# No Hohenberg-Kohn theorem for excited states: the first excited singlet of the asymmetric Hubbard dimer

For a non-degenerate ground state the density fixes the external potential up to a constant. For an excited level $k$ it need not: two potentials can give the same density for the same $k$ (Gaudoin and Burke, 2004). The two-site Hubbard model shows this in closed form. The failure is located below for four parameter sets, from a π bond to a silicon double quantum dot.

## The static response of level $k$

Take a non-degenerate level $k$ and real eigenstates, with $n_{kj}(\mathbf r)=\langle k|\hat n(\mathbf r)|j\rangle$. First-order perturbation theory for the state gives $\delta n_k=\int\chi_k\,\delta v$ with

$$\chi_k(\mathbf r,\mathbf r')=2\sum_{j\ne k}\frac{n_{kj}(\mathbf r)\,n_{jk}(\mathbf r')}{E_k-E_j},\qquad \iint\delta v\,\chi_k\,\delta v=2\sum_{j\neq k}\frac{|\langle k|\delta\hat V|j\rangle|^2}{E_k-E_j}.$$

For $k=0$ every term is negative or zero. The form vanishes only if $\delta\hat V|0\rangle\propto|0\rangle$, which for a state without extended regions of zero amplitude means a constant $\delta v$. For $k>0$ the $k$ states below contribute positive terms, so $\chi_k$ need not be negative definite; it has at most $k$ positive eigenvalues. If one eigenvalue passes through zero as $v$ is varied, $\chi_k$ has at that point a null vector other than a constant. A null vector leaves the density unchanged to first order only. What produces two potentials for one density is the change of sign: the map $v\to n_k$ folds back on itself.

## The model and its conventions

Two electrons, two sites, hopping $t>0$, on-site repulsion $U\ge0$, site potentials $v_1=-v_2=\Delta v/2$. The potential term is $\Delta v\,\hat D$ with $\hat D=(\hat n_1-\hat n_2)/2=\hat n_1-1$. In the singlet basis $c^\dagger_{1\uparrow}c^\dagger_{1\downarrow}|0\rangle$, $(c^\dagger_{1\uparrow}c^\dagger_{2\downarrow}+c^\dagger_{2\uparrow}c^\dagger_{1\downarrow})|0\rangle/\sqrt2$, $c^\dagger_{2\uparrow}c^\dagger_{2\downarrow}|0\rangle$, labelled (2,0), (1,1), (0,2),

$$H=\begin{pmatrix}U+\Delta v&-\sqrt2\,t&0\\-\sqrt2\,t&0&-\sqrt2\,t\\0&-\sqrt2\,t&U-\Delta v\end{pmatrix},\qquad \hat D=\mathrm{diag}(1,0,-1).$$

Levels $k=0,1,2$ are counted within the singlets; a spin-independent potential does not couple them to the triplet. An intersite repulsion $V\hat n_1\hat n_2$ only replaces $U$ by $U-V$ and adds a constant, so $U$ below is that effective value. The density is one number, $D_k=\langle\hat D\rangle_k=n_1-1$, and once the constant shift is removed the response is one number too:

$$D_k=\frac{dE_k}{d\Delta v},\qquad \chi_k=\frac{dD_k}{d\Delta v}=2\sum_{j\ne k}\frac{|D_{kj}|^2}{E_k-E_j}.$$

A non-constant null vector means $\chi_k=0$. No eigenstate of $H$ is an eigenvector of $\hat D$ when $t\neq0$, so $\chi_0<0$ and $\chi_2>0$ strictly, and both densities determine $\Delta v$. The top level has only positive terms and is still invertible, being the ground state of $-H$. Only $k=1$ has one term of each sign:

$$\chi_1=\chi_1^{+}+\chi_1^{-},\qquad \chi_1^{+}=\frac{2|D_{10}|^2}{E_1-E_0},\qquad\chi_1^{-}=-\frac{2|D_{12}|^2}{E_2-E_1}.$$

## Exact solution for $k=1$

The secular equation is $p(E)=E[(U-E)^2-\Delta v^2]+4t^2(U-E)=0$. For $U>0$, $p(0)>0$ and $p(U)\le0$, so the middle root lies in $0<E_1\le U$. Solving for the potential instead of the energy,

$$\Delta v^2=g(E)=(U-E)^2+\frac{4t^2(U-E)}{E},\qquad g'=-2(U-E)-\frac{4t^2U}{E^2},\qquad g''=2+\frac{8t^2U}{E^3}.$$

Since $g'<0$, $E_1$ falls monotonically from $U$ to $0$ as $\Delta v$ runs from $0$ to $\infty$. $D_1$ is odd in $\Delta v$, so $\Delta v\ge0$ suffices. Differentiating $\Delta v^2=g(E_1)$ once gives $2\Delta v=g'D_1$, and twice gives $2=g''D_1^2+g'\chi_1$. Hence

$$D_1=\frac{2\sqrt g}{g'},\qquad \chi_1=\frac{2\,(g'^2-2gg'')}{g'^3},\qquad 2gg''-g'^2=\frac{16t^2}{E^4}\Big[E(U-E)^3+t^2U(3U-4E)\Big].$$

At $\Delta v=0$, where $E_1=U$, this gives $\chi_1=-U/2t^2$: charge first moves to the lower site, as in a ground state. At large $\Delta v$, $E_1\simeq4t^2U/\Delta v^2$ and $D_1\simeq-8t^2U/\Delta v^3\to0$: the level turns into the (1,1) state. $D_1$ starts at zero, goes negative and returns to zero, so $\chi_1$ must change sign.

Set $E_1=U(1-\epsilon)$. The bracket vanishes when

$$\frac{\epsilon^3(1-\epsilon)}{1-4\epsilon}=\frac{t^2}{U^2}.$$

The left side rises monotonically from $0$ to $\infty$ on $0<\epsilon<1/4$ and is negative on $1/4<\epsilon<1$, so there is exactly one root. Insert it in $\Delta v^2=g$ and in $D_1^2=2/g''$, and use $(1-4\epsilon)+4\epsilon^2=(1-2\epsilon)^2$ and $(1-4\epsilon)(1-\epsilon)^2+4\epsilon^3=(1-3\epsilon)^2$:

$$\Delta v_c=U\,\frac{\epsilon(1-2\epsilon)}{\sqrt{1-4\epsilon}},\qquad D_c\equiv|D_1(\Delta v_c)|=\frac{(1-\epsilon)\sqrt{1-4\epsilon}}{1-3\epsilon}.$$

The result for $U>0$: every density with $0<|n_1-1|<D_c$ belongs to exactly two potentials, $|\Delta v_a|<\Delta v_c<|\Delta v_b|$, of the same sign, and no real potential gives $|n_1-1|>D_c$. The two states share density and level index but differ in energy and wavefunction.

A worked case shows the cancellation. At $\Delta v=0$, with $W=\sqrt{U^2+16t^2}$ and $E_{0,2}=(U\mp W)/2$, level 1 is the odd ionic combination, $\hat D$ maps it onto the even one, and $|D_{10}|^2=-E_0/W$, $|D_{12}|^2=E_2/W$. For $U=4t$ this gives $t\chi_1^+=0.061$ and $t\chi_1^-=-2.061$. At $\Delta v_c=1.368\,t$ the two terms are $+0.0715$ and $-0.0715$ in units of $1/t$. The fold is reached almost entirely by the collapse of the negative term.

## Four parameter sets

The inputs are approximate, illustrative magnitudes, and all outputs are the model's.

| label | system caricatured | $t$ | $U$ (effective) | $U/t$ | $E_1-E_0$ at $\Delta v=0$ | source of $\Delta v$ |
|---|---|---|---|---|---|---|
| A | π bond of ethylene | 2.5 eV | 3.5 eV | 1.4 | 7.0 eV | heteroatom replacing one carbon, axial field |
| B | π bond of a Si(100) surface dimer | 0.3 eV | 1.2 eV | 4 | 1.4 eV | buckling |
| C | P donor pair in Si, about 10 nm apart | 3 meV | 30 meV | 10 | 31 meV | gate field |
| D | two-electron Si/SiGe double dot | 30 μeV | 3 meV | 100 | 3.0 meV | detuning from the symmetric point |

Here $E_1-E_0=(U+W)/2$. Set B was chosen so that the antibonding occupation at $\Delta v=0$, $1-4t/W=0.29$, has the size typical of multiconfigurational descriptions of the unbuckled dimer.

The fold depends only on $U/t$. The pair $\Delta v_a,\Delta v_b$ is given for one common density, $n_1=0.75$, from the two roots of $2\sqrt g/g'=-1/4$.

| | $t\chi_1(0)$ | $\epsilon$ | $\Delta v_c/t$ | $D_c$ | $\Delta v_a/t$ | $\Delta v_b/t$ | $\Delta v_b/\Delta v_a$ |
|---|---|---|---|---|---|---|---|
| A | −0.7 | 0.2446 | 1.188 | 0.418 | 0.399 | 2.70 | 6.8 |
| B | −2 | 0.2177 | 1.368 | 0.811 | 0.130 | 5.67 | 43.5 |
| C | −5 | 0.1616 | 1.839 | 0.968 | 0.0517 | 11.69 | 226 |
| D | −50 | 0.0442 | 4.437 | 0.9998 | 0.00516 | 101.6 | $1.97\times10^4$ |

In laboratory units, to the two figures that such inputs can carry at best:

| | $\Delta v_a$ | $\Delta v_c$ | $\Delta v_b$ |
|---|---|---|---|
| A | 1.0 eV | 3.0 eV | 6.8 eV |
| B | 0.039 eV | 0.41 eV | 1.7 eV |
| C | 0.16 meV | 5.5 meV | 35 meV |
| D | 0.15 μeV | 0.13 meV | 3.0 meV |

## Reading the trend from the formula

**Weak interaction.** At $U=0$ the secular equation has the root $E_1=0$ for every $\Delta v$. Then $D_1=0$ and $\chi_1=0$ identically: one electron sits in the bonding orbital, one in the antibonding orbital, and the two together put one electron on each site. The two terms cancel everywhere, being $\pm1/2t$ at $\Delta v=0$, and one density belongs to all potentials. To first order in $U$, $E_1=4t^2U/(\Delta v^2+4t^2)$, so $D_1=-8t^2U\Delta v/(\Delta v^2+4t^2)^2$, with its extremum at

$$\Delta v_c\to\frac{2t}{\sqrt3}=1.15\,t,\qquad D_c\to\frac{3\sqrt3}{16}\frac Ut=0.325\,\frac Ut .$$

The fold position is set by the hopping alone, and the window of reachable densities is proportional to $U/t$. Set A is near this regime: $\Delta v_c$ lies just above the limit, and densities with $|n_1-1|>0.418$ cannot be reached. The two partner potentials are within one order of magnitude of each other, because $t$ is the only scale in the shape of $D_1(\Delta v)$.

**Strong interaction.** For $U\gg t$ the two denominators separate. At $\Delta v=0$, $E_2-E_1=-E_0\simeq4t^2/U$ is small and $E_1-E_0\simeq U$ is large. Three stages follow.

1. *Polarisation.* The states (2,0) and (0,2) are coupled through (1,1) with strength $\delta=2t^2/U$. Their lower combination has $D_1\simeq-\Delta v/\sqrt{\Delta v^2+\delta^2}$. The initial slope $-1/\delta$ is the exact $-U/2t^2$. Setting $D_1=-1/4$ gives $\Delta v_a\simeq\delta/\sqrt{15}=0.516\,t^2/U$.
2. *Plateau.* For $\delta\ll\Delta v\ll U$ the level is almost pure (0,2). The negative term decays as $\chi_1^-\simeq-\delta^2/\Delta v^3=-4t^4/(U^2\Delta v^3)$. The positive term is nearly constant: $|D_{10}|\simeq\sqrt2\,t/U$ gives $\chi_1^+\simeq4t^2/U^3$. They cancel at $\Delta v_c\simeq(Ut^2)^{1/3}$, which is also the small-$\epsilon$ limit of the exact expressions, $\epsilon\simeq(t/U)^{2/3}$. There $D_c\simeq1-2\epsilon^3\simeq1-2t^2/U^2$. For set D the estimate is $4.64\,t$ against the exact $4.437\,t$; the relative correction is of order $\epsilon$, which falls slowly.
3. *Return.* Near $\Delta v=U$ the (0,2) and (1,1) states anticross with coupling $\sqrt2\,t$. The ground state takes over the (0,2) character, $E_1-E_0$ shrinks to about $2\sqrt2\,t$, $\chi_1^+$ peaks, and level 1 becomes (1,1). A weight of $1/4$ on (0,2) in the upper state of this pair needs $\Delta v_b-U\simeq\sqrt{8/3}\,t=1.63\,t$.

So $\Delta v_a\sim t^2/U$, $\Delta v_c\sim U^{1/3}t^{2/3}$, $\Delta v_b\sim U$, and the ratio $\Delta v_b/\Delta v_a$ grows as $(U/t)^2$. Two features of the tables follow. The zero of $\chi_1$ does not sit at the anticrossing: in set D it lies far below $U$, on a plateau where both terms are tiny. And stronger correlation widens the range of densities with two potentials until it covers nearly all of $0<|n_1-1|<1$; it does not remove the ambiguity. In sets C and D the partners are physically unlike: $\Delta v_a$ gives a slightly unbalanced mixture of the two ionic states at $E_1\approx U$, and $\Delta v_b$ gives a mostly (1,1) state at $E_1<t$.

## What the model leaves out

One orbital per site is a severe truncation, and the omitted scales rival the tabulated ones.

- **A.** Rydberg states of ethylene typically lie in the same range as the ππ* singlet, near 7 eV. An offset of several eV, such as $\Delta v_b$, would also polarise the σ frame and change $t$ and $U$.
- **B.** Neighbouring dimers couple into surface bands, typically several tenths of an eV wide, as large as $t$ and $\Delta v_c$. Buckling changes $t$ along with $\Delta v$.
- **C.** The valley-orbit excited 1s levels of P in Si lie approximately 12 meV above the donor ground level, between $\Delta v_c$ and $U$, and $\Delta v_b$ approaches the binding energy of approximately 45 meV. The hopping varies strongly with the lattice positions of the donors.
- **D.** A typical valley splitting of about 0.1 meV is comparable to $\Delta v_c$, and typical orbital spacings of 1 to 3 meV are comparable to $U$. Typical charge noise, of order 1 μeV, exceeds $\Delta v_a$, so the inner branch would not be resolved in a device.

In C and D, and probably in A, other singlets lie below the ionic one, which then carries an index $k>1$ in the real spectrum. The tables describe the charge-transfer singlet of the model, and the scaling with $U/t$ is the part to carry over.

## Consequences for functionals

**A functional of the excited-state density alone is two-valued.** The quantity $F_1=E_1-\Delta v\,D_1$ obeys $dF_1/dD_1=-\Delta v$ along the exact solution. It has one branch for $|\Delta v|<\Delta v_c$ and another beyond, meeting at $|D_1|=D_c$ with a common slope. An inversion code that applies $\chi_1^{-1}$ in a Newton step diverges there, and elsewhere converges to either branch according to its starting point.

**The matching Kohn-Sham configuration can be useless.** The non-interacting singly excited singlet has $n_1=1$ for every potential, so it reproduces none of the densities $n_1\neq1$.

**A second variable selects the branch.** Because $\chi_0<0$, the ground-state density differs between $\Delta v_a$ and $\Delta v_b$. A functional of the excited density and of the ground-state density or potential, as in the construction of Levy and Nagy (1999), is free of this ambiguity.

**Ordered ensembles restore the sign.** For singlet weights $w_0\ge w_1\ge w_2$, pairing the terms $(k,j)$ and $(j,k)$ gives

$$\chi_w=\sum_kw_k\chi_k=-2\sum_{k<j}(w_k-w_j)\frac{|D_{kj}|^2}{E_j-E_k}\le0 ,$$

the response form of the ensemble theorem of Gross, Oliveira and Kohn (1988). The positive term of $\chi_1$ is outweighed by its mirror image in $\chi_0$ whenever $w_0\ge w_1$. Since $\mathrm{Tr}\,H=2U$ does not depend on $\Delta v$, $\chi_0+\chi_1+\chi_2=0$. The equal mixture of levels 0 and 1 therefore has $\chi_w=-\chi_2/2<0$ at every $\Delta v$ and is invertible for all four parameter sets, while the equal mixture of all three singlets has no response at all.